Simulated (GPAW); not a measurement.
# GaGe3 and the effect of the functional

```
CELL_PARAMETERS angstrom
4.27847 0.00000 0.00000
0.00000 4.27847 0.00000
0.00000 0.00000 4.27847
ATOMIC_POSITIONS crystal
Ge 0.50000 0.50000 0.00000
Ge 0.50000 0.00000 0.50000
Ge 0.00000 0.50000 0.50000
Ga 0.00000 0.00000 0.00000
```

The cell comes from a database or a generator and needn't be the stable form of this composition.

Kept alike: task band structure; k mesh 6 × 6 × 6; occupations fermi-dirac, width 0.05 eV; no spin polarisation. Program: GPAW, potentials by row: the program's PAW data sets (release 1.2.1) made for this functional (LDA); GPAW PAW data sets (gpaw-data 1.2.1) (PBE, r2SCAN); PAW data sets generated for this functional (PBEsol), cutoff 600 eV. The mesh is that of the run's cell of 4 atoms. No spin-orbit coupling.

| functional | pressure (GPa) |
| --- | --- |
| LDA | -5.10 |
| PBE | -0.36 |
| PBEsol | -3.70 |
| r2SCAN | -2.85 |

Pressure is positive in compression; the values hold the error of the finite cutoff, so their zero can differ a little from the energy's minimum. For a metal such a mesh leaves the last digits unconverged.

Problem. What does the functional change here?

Solution. The pressure runs from -5.10 (LDA) to -0.36 GPa (PBE). From PBE: LDA -4.74; PBEsol -3.34; r2SCAN -2.49.

At this fixed cell, LDA, PBEsol and r2SCAN all favour contraction, LDA most strongly, while PBE is close to its own equilibrium volume. This suggests that the lattice constant came from a PBE or similar relaxation, so the small PBE residual is no sign of better accuracy.

The order follows the familiar tendencies of the functionals. LDA overbinds and shortens bonds. PBE's gradient correction favours the more inhomogeneous density of separated atoms, which weakens cohesion and expands the lattice. PBEsol softens the gradient dependence of exchange to suit slowly varying valence densities, and so moves back towards LDA. r2SCAN also uses the kinetic-energy density to tell bonding regions apart, and here it falls between PBEsol and PBE.

Because the atoms sit on symmetry-fixed sites of a cubic cell, the pressure reflects a preference for volume alone, not for internal rearrangement. Turning these pressures into equilibrium lattice constants would also require the compressibility given by each functional.
